\section{What is to be counted}

Two grains of one crystal meet on a plane and differ by a rotation through $\theta$ about a unit axis $\boldsymbol\rho$. Lattice planes that reach the boundary from one side do not all find partners on the other, and those left over end there as dislocations. The formula of Frank (1950) gives the net Burgers vector $\mathbf B$ of all dislocation lines that cross a vector $\mathbf p$ lying in the boundary, from geometry alone. At each point marked \textbf{Predict}, stop and commit to an answer before reading on.

\section{Premises and conventions}

\begin{enumerate}
\item[P1] Far from the boundary each grain is a homogeneous image of one perfect reference lattice: a reference vector $\mathbf X$ becomes $S_1\mathbf X$ in grain 1 and $S_2\mathbf X$ in grain 2. For a grain boundary without long-range stress, $S_1$ and $S_2$ are pure rotations.
\item[P2] The boundary is planar and uniform on average, with unit normal $\mathbf n$ pointing from grain 1 into grain 2.
\item[P3] The dislocation cores are separated by good crystal, in which each lattice step $d\mathbf x$ has a unique counterpart $d\mathbf X=S^{-1}(\mathbf x)\,d\mathbf x$ in the reference lattice.
\item[P4] Sign (FS/RH): a closed circuit is drawn in the real crystal, right-handed about the line direction $\boldsymbol\xi$, and repeated step by step in the reference lattice. The Burgers vector runs from the finish to the start of the repeated path.
\end{enumerate}

The repeated steps add up to the vector from start to finish, so P4 reads
\begin{equation}
\mathbf b=-\oint S^{-1}(\mathbf x)\,d\mathbf x .
\label{eq:b}
\end{equation}
With $d\mathbf x=d\mathbf X+d\mathbf u$ and $\oint d\mathbf x=0$ this equals $\oint d\mathbf u$. A positive rotation angle is right-handed about $\boldsymbol\rho$.

\section{The circuit around a piece of boundary}

Let $O$ and $P=O+\mathbf p$ lie in the boundary, both in good crystal. Choose a distance $\ell$ beyond which P1 holds. The circuit leaves $O$ along $+\mathbf n$ for a length $\ell$, runs along $+\mathbf p$ in grain 2, crosses the boundary at $P$ along $-\mathbf n$ for a length $2\ell$, runs along $-\mathbf p$ in grain 1, and returns to $O$ along $+\mathbf n$. It turns from $\mathbf n$ towards $\mathbf p$ and is therefore right-handed about $\mathbf n\times\mathbf p$, the direction in which lines are counted positive.

\textbf{Predict.} The circuit has two long sides and two crossings. Which of them survive in \eqref{eq:b}?

On the long sides $S$ is constant by P1, and they contribute $S_2^{-1}\mathbf p$ and $-S_1^{-1}\mathbf p$ to the integral. The crossings pass through strained material in opposite directions. If $\mathbf p$ is a period of the boundary structure, $S(\mathbf x+\mathbf p)=S(\mathbf x)$ and they cancel exactly. Otherwise they differ by a distortion of order $b/D$ acting over a width of order $D$, where $D$ is the dislocation spacing (a later section confirms both scales). The remainder is of order $b$ and does not grow with $|\mathbf p|$; it expresses only that dislocations come in whole numbers. A circuit around many lines can be cut into circuits around single lines whose shared edges cancel, so its closure failure is the sum of their Burgers vectors. Hence
\begin{equation}
\mathbf B(\mathbf p)=\left(S_1^{-1}-S_2^{-1}\right)\mathbf p ,
\label{eq:FB}
\end{equation}
exactly for a period and with a relative remainder of order $D/|\mathbf p|$ otherwise. For general $S$ this is the Frank--Bilby equation. With pure dilatations $S_i=(a_i/a_r)\,\mathsf 1$ of a reference of spacing $a_r$ it gives $\mathbf B=(a_r/a_1-a_r/a_2)\mathbf p$, parallel to $\mathbf p$, and the spacing $a_r|\mathbf p|/|\mathbf B|=a_1a_2/|a_2-a_1|$ of misfit dislocations in a relaxed epitaxial interface.

\section{Rotations and the median lattice}

Split $\mathbf p=\mathbf p_\parallel+\mathbf p_\perp$ with $\mathbf p_\parallel=\boldsymbol\rho(\boldsymbol\rho\cdot\mathbf p)$. A rotation by $\alpha$ leaves $\mathbf p_\parallel$ alone and turns $\mathbf p_\perp$ towards $\boldsymbol\rho\times\mathbf p$, which is perpendicular to $\mathbf p_\perp$ and equally long. This is the Rodrigues formula,
\begin{equation}
R(\alpha)\mathbf p=\mathbf p_\parallel+\mathbf p_\perp\cos\alpha+(\boldsymbol\rho\times\mathbf p)\sin\alpha .
\label{eq:rod}
\end{equation}
The median lattice is the reference that lies halfway between the grains: $S_1=R(+\theta/2)$ and $S_2=R(-\theta/2)$, so grain 1 is turned by $+\theta$ relative to grain 2.

\textbf{Predict.} The inverses are $R(-\theta/2)$ and $R(+\theta/2)$. Which terms of \eqref{eq:rod} are even in $\alpha$, and what does the difference leave?

The first two terms are even and cancel. The third is odd and doubles:
\begin{equation}
\mathbf B=\left[R(-\tfrac\theta2)-R(\tfrac\theta2)\right]\mathbf p=-2\sin\tfrac\theta2\,(\boldsymbol\rho\times\mathbf p),
\end{equation}
and reversing the cross product gives Frank's formula,
\begin{equation}
\mathbf B=2\sin\frac\theta2\;(\mathbf p\times\boldsymbol\rho).
\label{eq:frank}
\end{equation}
No expansion in $\theta$ was made. $\mathbf B$ is a vector of the median lattice, perpendicular to both $\mathbf p$ and $\boldsymbol\rho$, and it vanishes for $\mathbf p\parallel\boldsymbol\rho$. The overall sign flips if the grains exchange their senses of rotation or if the circuit convention is reversed.

\textbf{Predict.} What changes if grain 1 itself serves as reference?

Vectors of the median lattice are carried into grain 1 by $S_1$, so $\mathbf B^{(1)}=S_1\mathbf B=[\mathsf 1-S_1S_2^{-1}]\mathbf p=[\mathsf 1-R(\theta)]\mathbf p$. The length and the lattice indices are the same, and the direction is turned by $\theta/2$. Only in the median lattice is $\mathbf B$ perpendicular to $\mathbf p$ whatever the axis, which is why it is chosen.

\section{From the net vector to sets of lines}

Let set $i$ consist of parallel straight lines with Burgers vector $\mathbf b_i$, unit direction $\boldsymbol\xi_i$ in the boundary and spacing $D_i$ measured in the boundary. The in-plane unit vector across the lines is $\boldsymbol\xi_i\times\mathbf n$. Define
\begin{equation}
\mathbf N_i=\frac{\boldsymbol\xi_i\times\mathbf n}{D_i}.
\end{equation}
Then $\mathbf N_i\cdot\mathbf p=\boldsymbol\xi_i\cdot(\mathbf n\times\mathbf p)/D_i$ is the number of lines crossing $\mathbf p$, positive when $\boldsymbol\xi_i$ has a component along $\mathbf n\times\mathbf p$, as the circuit requires. Equation \eqref{eq:frank} becomes
\begin{equation}
\sum_i\mathbf b_i\,(\mathbf N_i\cdot\mathbf p)=2\sin\frac\theta2\,(\mathbf p\times\boldsymbol\rho)
\quad\text{for all }\mathbf p\perp\mathbf n .
\label{eq:sets}
\end{equation}
Suppose that exactly three non-coplanar $\mathbf b_i$ are allowed, with reciprocal vectors defined by $\mathbf b_i^*\cdot\mathbf b_j=\delta_{ij}$. The scalar product of \eqref{eq:sets} with $\mathbf b_i^*$, followed by a cyclic shift of the triple product, gives $\mathbf N_i\cdot\mathbf p=2\sin(\theta/2)\,\mathbf p\cdot(\boldsymbol\rho\times\mathbf b_i^*)$. This fixes both in-plane components of $\mathbf N_i$, and $\mathbf N_i$ has no third one:
\begin{equation}
\mathbf N_i=2\sin\frac\theta2\,\Big[\boldsymbol\rho\times\mathbf b_i^*-\mathbf n\,\big(\mathbf n\cdot(\boldsymbol\rho\times\mathbf b_i^*)\big)\Big].
\label{eq:N}
\end{equation}
For a simple cubic lattice with cube axes $\hat{\mathbf x},\hat{\mathbf y},\hat{\mathbf z}$ in the median orientation, the shortest translations are $\mathbf b_1=b\hat{\mathbf x}$, $\mathbf b_2=b\hat{\mathbf y}$, $\mathbf b_3=b\hat{\mathbf z}$ with $b=a$, and $\mathbf b_i^*=\mathbf b_i/b^2$.

\section{The symmetric tilt wall}

Take $\boldsymbol\rho=\hat{\mathbf z}$ and $\mathbf n=\hat{\mathbf x}$: the axis lies in the boundary, and the boundary is a mirror plane between the two lattices.

\textbf{Predict.} The three cross products are $\hat{\mathbf z}\times\hat{\mathbf x}=\hat{\mathbf y}$, $\hat{\mathbf z}\times\hat{\mathbf y}=-\hat{\mathbf x}$ and $\hat{\mathbf z}\times\hat{\mathbf z}=0$. How many sets survive the projection in \eqref{eq:N}, and are they edge or screw?

One survives. The second product is along $\mathbf n$ and is projected out, and the third is zero. With $\mathbf N_1=(2/b)\sin(\theta/2)\,\hat{\mathbf y}$ the condition $\boldsymbol\xi_1\times\hat{\mathbf x}=\hat{\mathbf y}$ gives $\boldsymbol\xi_1=\hat{\mathbf z}$. The Burgers vector is normal to the line and to the boundary, so the lines are pure edge dislocations stacked along $y$, with
\begin{equation}
D=\frac{b}{2\sin(\theta/2)}=\frac b\theta\left(1+\frac{\theta^2}{24}+\dots\right),
\label{eq:D}
\end{equation}
where $2\sin(\theta/2)=\theta-\theta^3/24+\dots$ was used. The $(100)$ planes of grain 1, on the side $x<0$, run along $(-\sin\frac\theta2,\cos\frac\theta2)$ and those of grain 2 along $(\sin\frac\theta2,\cos\frac\theta2)$. They diverge towards $+y$, so the extra half planes enter from $+y$, the direction of $\boldsymbol\xi\times\mathbf b$.

The same recipe with $\mathbf n=\boldsymbol\rho=\hat{\mathbf z}$, a twist boundary, keeps both $\mathbf N_1$ and $\mathbf N_2$ and gives $\boldsymbol\xi_1=-\hat{\mathbf x}$, $\boldsymbol\xi_2=-\hat{\mathbf y}$: a square net of screw dislocations of one handedness with the spacing \eqref{eq:D}.

\section{The asymmetric tilt wall}

Keep both grains fixed and turn the boundary plane about $\hat{\mathbf z}$ by $\phi$, measured in the median lattice from the symmetric position, $0\le\phi\le 90^\circ$:
\begin{equation}
\mathbf n=(\cos\phi,\sin\phi,0),\qquad \hat{\mathbf p}=\hat{\mathbf z}\times\mathbf n=(-\sin\phi,\cos\phi,0).
\end{equation}

\textbf{Predict.} In which direction does $\mathbf B$ point now, and can one set of $b\langle100\rangle$ lines supply it?

Since $\hat{\mathbf p}\times\hat{\mathbf z}=(\cos\phi,\sin\phi,0)=\mathbf n$,
\begin{equation}
\frac{\mathbf B}{|\mathbf p|}=2\sin\frac\theta2\,\big(\cos\phi\;\hat{\mathbf x}+\sin\phi\;\hat{\mathbf y}\big).
\end{equation}
The net vector follows the boundary normal. A single set $\mathbf b_1$ would have a net component along $\hat{\mathbf p}$, and by the dilatation example below \eqref{eq:FB} such a component belongs to two lattices with different spacings along the boundary, that is, to strained grains. The second set cancels it. In \eqref{eq:N} the projections are $\hat{\mathbf y}\cdot\hat{\mathbf p}=\cos\phi$ and $-\hat{\mathbf x}\cdot\hat{\mathbf p}=\sin\phi$, both $\mathbf N_i$ lie along $\hat{\mathbf p}$, both sets run along $+\hat{\mathbf z}$ as edge lines, and
\begin{equation}
D_1=\frac{b}{2\sin(\theta/2)\cos\phi}\approx\frac{b}{\theta\cos\phi},\qquad
D_2=\frac{b}{2\sin(\theta/2)\sin\phi}\approx\frac{b}{\theta\sin\phi}.
\label{eq:D12}
\end{equation}
The approximate forms, used by Read and Shockley (1950), carry the relative correction $\theta^2/24$ of \eqref{eq:D}. For negative $\phi$ the vector $\mathbf b_2$ changes sign and $|\sin\phi|$ enters.

\textbf{Predict.} Can \eqref{eq:D12} be recovered by counting planes, without any circuit?

The $(010)$ normal is $(-\sin\frac\theta2,\cos\frac\theta2)$ in grain 1 and $(\sin\frac\theta2,\cos\frac\theta2)$ in grain 2. A unit length along $\hat{\mathbf p}$ cuts $\cos(\phi-\frac\theta2)/b$ such planes of grain 1 and $\cos(\phi+\frac\theta2)/b$ of grain 2. The surplus must end at the boundary:
\begin{equation}
\frac1{D_2}=\frac{\cos(\phi-\frac\theta2)-\cos(\phi+\frac\theta2)}{b}=\frac{2\sin\phi\,\sin(\theta/2)}{b}.
\end{equation}
The $(100)$ normals $(\cos\frac\theta2,\pm\sin\frac\theta2)$ give the signed counts $\sin(\frac\theta2-\phi)/b$ and $-\sin(\frac\theta2+\phi)/b$, whose difference is $2\sin(\theta/2)\cos\phi/b=1/D_1$.

\section{Does such a wall satisfy P1?}

The derivation assumed unstrained grains beyond a distance $\ell$. Isotropic linear elasticity, with shear modulus $\mu$ and Poisson ratio $\nu$, tests this for the symmetric wall. The standard displacement field of an edge dislocation with $\mathbf b=b\hat{\mathbf x}$, $\boldsymbol\xi=\hat{\mathbf z}$, polar angle $\vartheta$ and $r^2=x^2+y^2$ is
\begin{align}
u_x&=\frac b{2\pi}\left[\vartheta+\frac{xy}{2(1-\nu)r^2}\right],\\
u_y&=-\frac b{2\pi}\left[\frac{(1-2\nu)\ln r^2}{4(1-\nu)}+\frac{x^2-y^2}{4(1-\nu)r^2}\right],
\end{align}
for which $\oint d\mathbf u=b\hat{\mathbf x}$, as \eqref{eq:b} demands. With $\kappa=1/[4(1-\nu)]$ the two cross derivatives are
\begin{align}
\partial_yu_x&=\frac b{2\pi}\left[(1+2\kappa)\frac{x}{r^2}-4\kappa\frac{xy^2}{r^4}\right],\\
\partial_xu_y&=-\frac b{2\pi}\left[2\kappa(1-2\nu)\frac{x}{r^2}+4\kappa\frac{xy^2}{r^4}\right].
\end{align}
Half their difference is the lattice rotation and $\mu$ times their sum is the shear stress; $4\kappa(1-\nu)=1$ simplifies both:
\begin{equation}
\omega=\tfrac12(\partial_xu_y-\partial_yu_x)=-\frac b{2\pi}\frac x{r^2},\qquad
\sigma_{xy}=\frac{\mu b}{2\pi(1-\nu)}\frac{x(x^2-y^2)}{r^4}.
\end{equation}

\textbf{Predict.} Both fall off as $1/r$. After summing over cores at $(0,nD)$, which one stays finite at large $|x|$?

Average over $y$ first: $\int x\,dy/r^2=\pi\,\mathrm{sgn}\,x$, while $\int(x^2-y^2)\,dy/r^4=[y/r^2]_{-\infty}^{\infty}=0$. The rotation survives and the stress does not. For the full sums write $x/r^2=\mathrm{Re}\,(x+iy)^{-1}$ and $(x^2-y^2)/r^4=\mathrm{Re}\,(x+iy)^{-2}$, put $X=x/D$, $Y=y/D$, $w=Y-iX$, so that $x+i(y-nD)=iD(w-n)$, and use the symmetric sum $\sum_n(w-n)^{-1}=\pi\cot\pi w$ and its derivative $\sum_n(w-n)^{-2}=\pi^2/\sin^2\pi w$. The real parts give
\begin{align}
\omega&=-\frac b{2D}\,\frac{\sinh2\pi X}{\cosh2\pi X-\cos2\pi Y},\\
\sigma_{xy}&=\frac{\mu b}{(1-\nu)D}\,\frac{\pi X\,(\cosh2\pi X\cos2\pi Y-1)}{(\cosh2\pi X-\cos2\pi Y)^2}.
\end{align}
Far away $\omega\to+b/2D$ in grain 1 and $-b/2D$ in grain 2, the signs assigned to $S_1$ and $S_2$, with total rotation $\theta=b/D$. The factor $1+\theta^2/24$ lies beyond linear theory. For $X\gtrsim1$,
\begin{equation}
\frac{\sigma_{xy}}\mu\simeq\frac{b}{(1-\nu)D}\,2\pi X\,e^{-2\pi X}\cos2\pi Y ,
\label{eq:decay}
\end{equation}
so the distortion has size $b/D$ near the wall and decays over $D/2\pi$. At $x=D$ the factor $2\pi e^{-2\pi}$ is $0.0117$, and $\ell$ of one or two spacings suffices. Elastic anisotropy alters the decay length by a factor of order one, but not the far rotation, which \eqref{eq:frank} fixes.

\section{Range of validity}

\begin{enumerate}
\item As the closure failure of two unstrained lattices, \eqref{eq:frank} holds at any $\theta$. Reading $\mathbf B$ as separate lattice dislocations needs P3, cores much narrower than $D$. A typical limit is $10^\circ$ to $15^\circ$; at $15^\circ$ the symmetric wall has $D=3.83\,b$. There $b/\theta$ is still within $0.3$ per cent of $D$, so the dislocation picture fails before the small-angle form does.
\item The map to the reference lattice is not unique. Relabelling one grain by a lattice symmetry, here the fourfold axis, turns $\theta$ into $\theta-90^\circ$ and changes $\mathbf B$. At low angle the physical description is the one with the smallest content.
\item Equation \eqref{eq:N} is unique only for three allowed Burgers vectors. With more candidates, or with partial dislocations, the formula fixes the sum, and energy selects the partition. Pairs with opposite Burgers vectors are invisible to it.
\item The spacings are averages over $|\mathbf p|\gg D$. Grains that are clamped or not yet relaxed violate P1, and the true $S_i$ must then be used in \eqref{eq:FB}.
\end{enumerate}

\section{A $5^\circ$ [001] tilt bicrystal of SrTiO$_3$}

Cubic SrTiO$_3$ has a simple cubic Bravais lattice with measured $a=3.905$~\AA{} at room temperature (compiled value, Zhang 2017). The model assumes an exact misorientation of $5^\circ$ about $[001]$ and Burgers vectors $a\langle100\rangle$, the shortest lattice translations. Each ends two atomic half planes, one SrO and one TiO$_2$. Then $\theta=0.08727$~rad and $2\sin(\theta/2)=0.08724$.

\textbf{Predict.} Estimate $D$ in unit cells, and the figure in which $b/\theta$ first departs from it.

Equation \eqref{eq:D} gives $D=11.46\,a=44.76$~\AA, against $b/\theta=44.75$~\AA, a relative difference of $3.2\times10^{-4}$. Equation \eqref{eq:D12} gives for other inclinations:
\begin{center}
\begin{tabular}{ccc}
$\phi$ & $D_1$ (\AA), $a[100]$ & $D_2$ (\AA), $a[010]$\\ \hline
$0^\circ$ & 44.76 & $\infty$\\
$2.5^\circ$ & 44.80 & 1026\\
$30^\circ$ & 51.69 & 89.52\\
$45^\circ$ & 63.30 & 63.30
\end{tabular}
\end{center}
At $\phi=\theta/2$ the boundary is exactly $(100)$ of grain 1, and \eqref{eq:D12} reduces to $D_1=a/\sin\theta$, $D_2=a/(1-\cos\theta)$.

At $\phi=45^\circ$ the boundary is the symmetric $(110)$ wall, and $\mathbf B\parallel[110]$ is supplied equally well by single $a[110]$ lines with $b=5.52$~\AA{} at $63.30$~\AA. The $b^2$ estimate of line energy does not decide, since $a^2+a^2=2a^2$. It is typical of SrTiO$_3$ that $a\langle110\rangle$ dislocations split into two $\frac a2\langle110\rangle$ partials joined by a fault; the mean distance between cores is then $31.65$~\AA, unevenly divided, with $\mathbf B$ unchanged.

\textbf{Predict.} $D/a$ is no integer. How does the symmetric wall accommodate that?

Along $[010]$ of either grain one spacing spans $D\cos(\theta/2)/a=\frac12\cot(\theta/2)=11.45$ cells. Identical cores differ by whole cells, so intervals of 11 and 12 cells mix, the longer making up the fraction $0.45$. A periodic wall on a plane of type $\{m\,1\,0\}$ has $\tan(\theta/2)=1/m$ and period $a\sqrt{m^2+1}$; since $\sin(\theta/2)=1/\sqrt{m^2+1}$, \eqref{eq:frank} gives $|\mathbf B|=2a$, two dislocations per period. Here $\cot(\theta/2)=22.90$, and the nearest case $m=23$ has $\theta=4.979^\circ$, period $89.90$~\AA{} and mean spacing $44.95$~\AA.

The validity conditions can be checked. The strain decays over $D/2\pi=7.12$~\AA, and \eqref{eq:decay} gives the amplitude $1.0\times10^{-3}/(1-\nu)$ for $\sigma_{xy}/\mu$ at $x=D$. The $85^\circ$ description has $|\mathbf B|/|\mathbf p|=1.351$, which is $15.5$ times larger and leaves no good crystal between cores. Cores in this oxide are typically off stoichiometry and charged, which affects their energy and possible splitting but not $\mathbf B$. Below the transition at a typical $105$~K the oxygen octahedra rotate in alternating sense, $a\langle100\rangle$ ceases to be a lattice translation, and each such line bounds an antiphase fault.

The angle limits the precision for a real sample. From \eqref{eq:D}, $|\delta D|/D=\frac12\cot(\theta/2)\,|\delta\theta|$, and an assumed misalignment of $0.1^\circ$ shifts $D$ by $2.0$ per cent, or $0.9$~\AA, far more than the small-angle correction. The model's symmetric $(100)$ wall thus holds one $a[100]$ edge dislocation per $4.48$~nm at exactly $5^\circ$, a count of net lattice Burgers vectors that any splitting into partials leaves intact.